# Hydrogen passivation of boron in diamond: a three-state model

A boron atom in diamond that can meet holes and hydrogen has three states worth counting: the ionized acceptor $A^-$, the neutral acceptor $A^0$ that holds a hole, and the neutral pair $AH$ that holds a proton in place of the hole. This afternoon I will solve that three-state centre exactly, first its kinetics and then its equilibrium with hydrogen gas, and compare the outcome with the usual statement of the theory.

The usual statement runs as follows. Detailed balance fixes $[AH]/([A^-][H^+]) = \Omega = 4\pi R_c D_H/\nu$, where $R_c$ is a Coulomb capture radius, $D_H$ the diffusivity of $H^+$ and $\nu$ the dissociation rate, activated by $E_{diss} = E_b + E_m$. A reservoir of H$_2$ at pressure $P$ fixes $[H^+] = h\,p$ with $h \propto P^{1/2}$. For a fully ionized acceptor this gives $N_A = [A^-] + \Omega h [A^-]^2/(1+h)$ and $p = [A^-]/(1+h)$, so that $p \propto N_A^{1/2}$ under strong passivation. We shall find that the first two parts hold in a sense that can be made precise, and that the third needs one more term in diamond.

## Conventions and inputs

Densities are in cm$^{-3}$, energies in eV, and $\beta = 1/k_BT$. The Fermi level $E_F$ and the acceptor level $E_A$ are counted upward from the valence-band top. $E_b > 0$ is the energy needed to take $AH$ to $A^-$ and $H^+$ at infinite separation, and $E_m$ is the migration barrier of free $H^+$. Zero-point energies are included in all energies. Holes are nondegenerate and all species are dilute.

Three inputs are compiled values: the static dielectric constant $\epsilon_r = 5.7$ (Ioffe Institute, 300 K), the band gap 5.48 eV (Chen 2018, 300 K) and the TO phonon frequency 1332 cm$^{-1}$ (arXiv:cond-mat/0412643). I use them unchanged at the working temperature.

Typical values: cubic lattice constant $a_L = 0.3567$ nm, $E_A = 0.37$ eV, acceptor degeneracy $g_A = 6$ (the spin-orbit splitting of the ground state is far below $k_BT$ here), hole density-of-states mass $0.9\,m_0$ for the three valence bands together, pair dissociation energy 2.5 eV, H$_2$ mass 2.016 u and rotational temperature $\theta_r = 85.4$ K.

Assumed values: $E_m = 0.35$ eV, hence $E_b = 2.15$ eV if the 2.5 eV is read as $E_b + E_m$; hydrogen on bond-centre sites; an attempt frequency equal to the phonon frequency, $\nu_0 = 3.99\times10^{13}$ s$^{-1}$; and $E_H = 1.0$ eV for the reaction $\tfrac12 \mathrm{H_2} + h^+ \to H^+$ with the hole at the band top. I work at $T = 900$ K, where $k_BT = 0.0776$ eV. Every number that follows belongs to this model and not to diamond as such.

## One boron atom, one proton

Diamond has 16 bonds per cubic cell, so the site density is $N_s = 16/a_L^3 = 3.53\times10^{23}$ cm$^{-3}$. Each bond centre has six neighbours at $\ell = a_L/\sqrt8 = 0.126$ nm. With a jump rate $\Gamma = \nu_0 e^{-\beta E_m}$ to each of them, $D_H = 6\Gamma\ell^2/6 = \Gamma\ell^2$. The prefactor is $6.35\times10^{-3}$ cm$^2$/s, and at 900 K $D_H = 7.0\times10^{-5}$ cm$^2$/s.

The four bonds of the boron atom are the bound sites, $g_H = 4$, at energy $-E_b$. Each has three neighbours at its carbon end. These twelve contact sites lie at $(3,3,1)a_L/8$ and its equivalents, at distance $a = \sqrt{19}\,a_L/8 = 0.194$ nm. From $a$ outward the proton moves in the Coulomb potential, $\beta U = -R_c/r$, with

$$R_c = \frac{e^2}{4\pi\epsilon_0\epsilon_r k_BT} = 3.26\ \text{nm}, \qquad x \equiv R_c/a = 16.8 .$$

The contact sites therefore sit at $-x\,k_BT = -1.30$ eV.

Equilibrium comes first, since it needs no kinetics. If $\mu_+$ is the chemical potential of the proton, counted from a distant site, then $[H^+] = N_s e^{\beta\mu_+}$ and $[AH]/[A^-] = g_H e^{\beta(\mu_+ + E_b)}$. Dividing,

$$\Omega = \frac{[AH]}{[A^-][H^+]} = \frac{g_H}{N_s}\,e^{\beta E_b} = 1.24\times10^{-11}\ \text{cm}^3. \tag{1}$$

The contact sites add a weight $12e^{x}$ to $4e^{\beta E_b}$, a relative change of $5.2\times10^{-5}$, which I drop.

Now the rates. I place the saddle between a contact site and a bound site at $E_m$ above the contact site. The inward jump then has rate $\Gamma$, and with contact sites occupied with probability $c(a)/N_s$ the capture flux is $\kappa\,c(a)$ with $\kappa = 12\Gamma/N_s$. The outward jump climbs from $-E_b$ to $E_m - xk_BT$ by any of three paths, so its rate is $\nu_1 = 3\nu_0\,e^{-\beta(E_b+E_m)+x}$.

Outside $a$ the steady inward flux obeys the Debye-Smoluchowski equation, $J = 4\pi r^2 D_H\,e^{R_c/r}\,du/dr$ with $u = c\,e^{-R_c/r}$. Since $J$ does not depend on $r$,

$$u(\infty) - u(a) = \frac{J}{4\pi D_H}\int_a^\infty \frac{e^{-R_c/r}}{r^2}\,dr = \frac{J}{k_D}, \qquad k_D = \frac{4\pi R_c D_H}{1 - e^{-x}} .$$

Capture and escape are two different boundary problems. For capture, $u(\infty) = [H^+]$ and $J = \kappa e^{x}u(a)$, which gives $J = k_{on}[H^+]$ with $1/k_{on} = 1/k_D + 1/(\kappa e^x)$. For escape, $u(\infty) = 0$ and the pair feeds the contact shell at rate $\nu_1$. That supply splits into an outward flux $k_D u(a)$ and a return flux $\kappa e^x u(a)$, so

$$k_{on} = \frac{k_D\,\kappa e^x}{k_D + \kappa e^x}, \qquad \nu = \nu_1\phi, \qquad \phi = \frac{k_D}{k_D + \kappa e^x}. \tag{2}$$

The ratio is $k_{on}/\nu = \kappa e^x/\nu_1 = (4/N_s)\,e^{\beta E_b}$. This is $\Omega$ of (1), for any $R_c$, $a$, $D_H$ and $E_m$. So the exact statement is $\Omega = k_{on}/\nu$.

To reach the usual form we need $e^{-x} \ll 1$ and $\kappa e^x \gg k_D$. Here $e^{-x} = 5.3\times10^{-8}$. Because $N_s\ell^2 = 2/a_L$, we have $4\pi R_c D_H N_s/\Gamma = 8\pi R_c/a_L = 229.5$, and $\kappa e^x/k_D = 12e^x(1-e^{-x})/229.5 = 9.9\times10^{5}$. Then $k_{on} = 4\pi R_c D_H = 2.85\times10^{-10}$ cm$^3$/s to one part in a million, and

$$\nu = \frac{4\pi R_c D_H}{\Omega} = \frac{2\pi R_c}{a_L}\,\nu_0\,e^{-\beta(E_b+E_m)} = 23\ \text{s}^{-1}. \tag{3}$$

The exponent is $E_b + E_m$, as stated.

**Question.** *Your prefactor is $2\pi R_c/a_L = 57.4$ times the attempt frequency. How can a pair break faster than it vibrates?*

It does not. The first jump has a barrier of only $2.5 - 1.30 = 1.20$ eV, because the saddle lies deep in the Coulomb well, and $\nu_1 = 2.3\times10^{7}$ s$^{-1}$. Only a fraction $\phi = 1.0\times10^{-6}$ of these jumps ends in escape. The $\nu$ that enters detailed balance is the product, the rate of escape to infinity. The large prefactor multiplies the exponential of the full 2.5 eV, which no single jump climbs.

Two consequences matter for anyone who fits data. Since $R_c \propto \beta$, the Arrhenius slope is $-d\ln\nu/d\beta = E_b + E_m - k_BT = 2.42$ eV. And if a single rate is converted to an energy by assuming the prefactor $\nu_0$, the result falls short of $E_b + E_m$ by $k_BT\ln 57.4 = 0.31$ eV, giving 2.19 eV here. If the typical 2.5 eV came from such a conversion near this temperature, my $\nu$ is too fast by that same factor of 57.4.

**Question.** *You use a bulk dielectric constant two ångströms from the boron. Is that credible?*

Not in detail, so $\nu_1$ and $\phi$ are rough separately. Their product is not. The part of the integral that comes from $r < r_0$ is a fraction $e^{-R_c/r_0}$ of the whole, up to the negligible $e^{-x}$, and that is 3.8 per cent for $r_0 = 1$ nm. The bottleneck lies several lattice constants out, where the continuum picture is sound. Equation (3) fails only if an extra barrier at the last jump removes the factor of a million by which $\kappa e^x$ exceeds $k_D$. Then $E_{diss}$ is no longer $E_b + E_m$, but $k_{on}/\nu$ is still $\Omega$.

## The reservoir

For the ideal gas, the chemical potential of H$_2$ counted from its ground state is $-k_BT\ln Z$, with

$$Z = \frac{k_BT}{P\Lambda^3}\,\frac{T}{2\theta_r}, \qquad \Lambda = \sqrt{\frac{2\pi\hbar^2}{m k_BT}} .$$

The nuclear-spin factor is 2 per proton in gas and solid alike and cancels. The classical rotor underestimates the sum over levels by 3 per cent at 900 K, and the stretch vibration is frozen out. At 1 atm, $\Lambda = 0.0410$ nm, the translational factor is $1.78\times10^6$, the rotational one 5.27, and $Z^{1/2} = 3.06\times10^{3}$. The chemical potential per atom is $\mu_H = -\tfrac12 k_BT\ln Z = -0.62$ eV.

A positive defect gives an electron to the Fermi level, so the formation energy of $H^+$ is $E_H + E_F - \mu_H$. Holes follow $p = N_v e^{-\beta E_F}$, with $N_v = 1.11\times10^{20}$ cm$^{-3}$ at 900 K. The Fermi level enters both densities in the same way and drops out of their ratio:

$$h = \frac{[H^+]}{p} = \frac{N_s}{N_v}\,\frac{e^{-\beta E_H}}{Z^{1/2}} \propto P^{1/2}. \tag{4}$$

At 1 atm, $h = 2.60\times10^{-6}$. I have set the vibrational partition function of hydrogen in the solid to one. Three modes at the phonon frequency would give 1.46, which is a shift of 0.03 eV in $E_H$, well inside the freedom of that input.

## Closing the three-state model

The neutral acceptor has weight $[A^0]/[A^-] = g_A e^{\beta(E_A - E_F)} = p/p_1$, with $p_1 = (N_v/g_A)e^{-\beta E_A} = 1.57\times10^{17}$ cm$^{-3}$. The three weights are thus

$$[A^-] : [A^0] : [AH] = 1 : p/p_1 : \Omega h\,p .$$

Electrons are absent, since $e^{-\beta E_g} = 2.1\times10^{-31}$, and neutral hydrogen enters neither the charge balance nor the boron balance. Neutrality reads $[A^-] = p + [H^+] = (1+h)p$. Summing the three states,

$$N_A = (1+h)\,p\,(1 + bp), \qquad b = \Omega h + \frac{1}{p_1}, \tag{5}$$

or $N_A = [A^-] + b[A^-]^2/(1+h)$. The positive root is

$$p = \frac{\sqrt{1 + 4bN_A/(1+h)} - 1}{2b}. \tag{6}$$

The usual statement is (5) with $1/p_1$ set to zero. Freeze-out and passivation have the same algebraic form, because both add to $A^-$ a positive charge whose density is proportional to $p$. Their ratio is a number that does not depend on the doping:

$$K = \frac{[AH]}{[A^0]} = \Omega h p_1 = \frac{g_H}{g_A}\,\frac{e^{-\beta\Delta E}}{Z^{1/2}}, \qquad \Delta E = E_H + E_A - E_b. \tag{7}$$

$N_s$ and $N_v$ have cancelled, as they must, since $K$ is the constant of the reaction $A^0 + \tfrac12\mathrm{H_2} \rightleftharpoons AH$ between neutral species. Here $\Delta E = -0.78$ eV and $K = 5.08$ at 1 atm, from $\Omega h = 3.23\times10^{-17}$ cm$^3$ and $1/p_1 = 6.36\times10^{-18}$ cm$^3$, whose sum is $b = 3.86\times10^{-17}$ cm$^3$.

The paired fraction is $f = [AH]/N_A = \Omega hp/(1+bp)$. Taking the logarithm of (5) and differentiating at fixed $h$ gives the doping exponent. Differentiating at fixed $N_A$, with $db = \Omega\,dh$ and $d\ln h = \tfrac12 d\ln P$, gives the pressure exponent:

$$s = \frac{\partial\ln p}{\partial\ln N_A} = \frac{1+bp}{1+2bp}, \qquad \frac{\partial\ln p}{\partial\ln P} = -\frac{s}{2}\left[\frac{h}{1+h} + f\right]. \tag{8}$$

For $bp \gg 1$ we get $s \to 1/2$, $p \to [N_A/((1+h)b)]^{1/2}$ and $f \to K/(1+K)$. The pressure exponent tends to $-1/4$ when $K \gg 1$ and $h \ll 1$, and to $-1/2$ when $h \gg 1$ as well.

## Numbers, and the comparison

The table is for 900 K and 1 atm. Three figures are printed so that the columns can be compared within the model. We shall see that screening limits the physical meaning of $p$ to about one figure at the highest doping.

| $N_A$ (cm$^{-3}$) | $p$, eq. (6) | $p$, $A^0$ omitted | $p$, no hydrogen | $f$ | $s$ |
|---|---|---|---|---|---|
| $10^{16}$ | $7.71\times10^{15}$ | $7.96\times10^{15}$ | $9.43\times10^{15}$ | 0.192 | 0.813 |
| $10^{17}$ | $3.96\times10^{16}$ | $4.23\times10^{16}$ | $6.94\times10^{16}$ | 0.505 | 0.623 |
| $10^{18}$ | $1.48\times10^{17}$ | $1.61\times10^{17}$ | $3.26\times10^{17}$ | 0.711 | 0.540 |
| $10^{19}$ | $4.96\times10^{17}$ | $5.41\times10^{17}$ | $1.18\times10^{18}$ | 0.794 | 0.513 |

The exponent $s$ falls from near 1 toward 1/2, so the square-root law appears. The crossover lies at $N_A$ of order $1/b = 2.6\times10^{16}$ cm$^{-3}$. Omitting $A^0$ overestimates $p$ at high doping by $[(1+K)/K]^{1/2}$, which is 1.09 at 1 atm. At 0.01 atm, where $K = 0.508$, the factor is 1.72, and at 100 atm, where $K = 50.8$, it is 1.01. The usual formula for $p$ is therefore the limit $K \gg 1$ of the three-state result, or else the limit $p \ll p_1$, where $A^0$ is empty.

The paired fraction differs more sharply. Without $A^0$ it tends to 1 as the doping grows. With $A^0$ it saturates at $K/(1+K) = 0.835$, and hydrogen lowers $p$ by at most the factor $(1+K)^{-1/2} = 0.406$ while $h \ll 1$.

**Question.** *Then is a square-root dependence on doping evidence of passivation?*

In diamond it is not. The hydrogen-free column has $s = 0.531$ at $10^{19}$ cm$^{-3}$, against 0.513 with hydrogen. A deep acceptor without compensating donors gives a square root by freeze-out alone. The pressure exponent is the discriminating quantity: it is zero without pairing or free $H^+$, and it is $-0.204$ in the last row. For a shallow acceptor the doping exponent does carry information. Take boron in silicon at 500 K, with typical values $E_A = 0.045$ eV, $g_A = 4$ and $N_v = 3.1\times10^{19}$ cm$^{-3}$ at 300 K, scaled as $T^{3/2}$. Then $p_1 = 5.9\times10^{18}$ cm$^{-3}$, so an exponent of 1/2 at hole densities well below that cannot come from freeze-out.

**Question.** *The factor $1+h$ does nothing in your table. Why keep it?*

It separates compensation by free $H^+$ from passivation by pairs. With $E_H = 1.0$ eV it is idle, and the table depends on $E_H$ and $E_b$ only through $\Delta E$. At 900 K and 1 atm, $h$ reaches order one only for $E_H$ near zero, where (4) gives 1.03. Beyond that point protons and not holes balance the ionized boron.

**Question.** *You treat the Coulomb attraction as unscreened. At these hole densities?*

That is the largest neglected term. Counting holes and ionized acceptors, the Debye length follows from $L_D^{-2} = 4\pi R_c\,(p + [A^-])$. In the last row $L_D = 5.0$ nm and $y = R_c/L_D = 0.66$. In the Debye-Hückel estimate each ion is stabilized by $y\,k_BT/2$. Both $\Omega$ and $1/p_1$ describe the association of two opposite charges, so both are multiplied by $e^{-y}$, while $h$ and $K$ are untouched. At high doping $p$ rises by $e^{y/2} = 1.4$, which exceeds the factor 1.09 from $A^0$. Since $y \propto p^{1/2}$, the relation $\ln p = \tfrac12\ln N_A + y/2 + \text{const}$ gives $s = \tfrac12/(1 - y/4) = 0.60$. With $y$ this large the estimate gives the size of the effect and no more. At $10^{17}$ cm$^{-3}$, $y = 0.19$. The clean square root thus needs $bp \gg 1$ at small $p$, which means large $K$. The ceiling $K/(1+K)$ survives screening, because it involves neutral species only.

**Question.** *We measure at room temperature after cooling. What survives?*

Suppose the hydrogen content is frozen. The time scale makes that plausible. A proton is free for a fraction $1/(1 + \Omega[A^-])$ of the time, and $\Omega[A^-] = 6.2\times10^{6}$ in the last row, so the tracer estimate of the effective diffusivity is $1.1\times10^{-11}$ cm$^2$/s. The length $(D_{eff}t)^{1/2}$ is 2.0 µm for an hour at 900 K and much shorter during a cooling of minutes. On cooling the free protons pair as well, and the active boron is

$$N_{act} = N_A - [AH] - [H^+] = [A^0] + p ,$$

evaluated at the anneal temperature. For a shallow acceptor $N_{act} = p \propto N_A^{1/2}$ under strong passivation. For the deep acceptor $N_{act} \to N_A/(1+K)$, which is linear in the doping. In the last row $N_{act} = 2.06\times10^{18}$ cm$^{-3}$, a factor 3.8 above what the formula without $A^0$ returns. For the active-dopant density, which is what capacitance profiling approaches, the extra term changes the power law itself.

**Question.** *How much of this rests on your choice of $E_H$, and does H$_2$ gas really passivate diamond?*

The structure, equations (1) to (8), does not rest on it. The value of $K$ does: 0.1 eV in $\Delta E$ is a factor 3.6 at 900 K. I chose $E_H$ so that boron stays mostly active under hot, low-pressure hydrogen, as is typical of layers as grown, and (7) gives $K = 0.08$ at 1200 K and 0.1 atm. That is a choice and not a test. The value of $E_b$ is equally indirect. It assumes that the pair breaks by releasing $H^+$. If the hydrogen left in another charge state, the 2.5 eV would belong to that channel and would not fix $E_b$.

The model also presumes that the surface exchanges hydrogen with the gas freely. In typical practice boron in diamond is passivated by a plasma, and the conductivity of the treated layer drops by orders of magnitude. Against that typical behaviour the model at 1 atm, which leaves a fraction 0.206 of the boron active, passivates far too weakly. A plasma is not an equilibrium reservoir, but it can be mimicked by a higher $\mu_H$. Pairing 99 per cent of the boron at high doping needs $K = 99$, and since $K \propto P^{1/2}$ that corresponds to an effective H$_2$ pressure of about 380 atm in this model. In that regime $K \gg 1$, the neutral acceptor drops out of (5), and the usual result $p = [N_A/((1+h)\Omega h)]^{1/2}$ holds at the treatment temperature.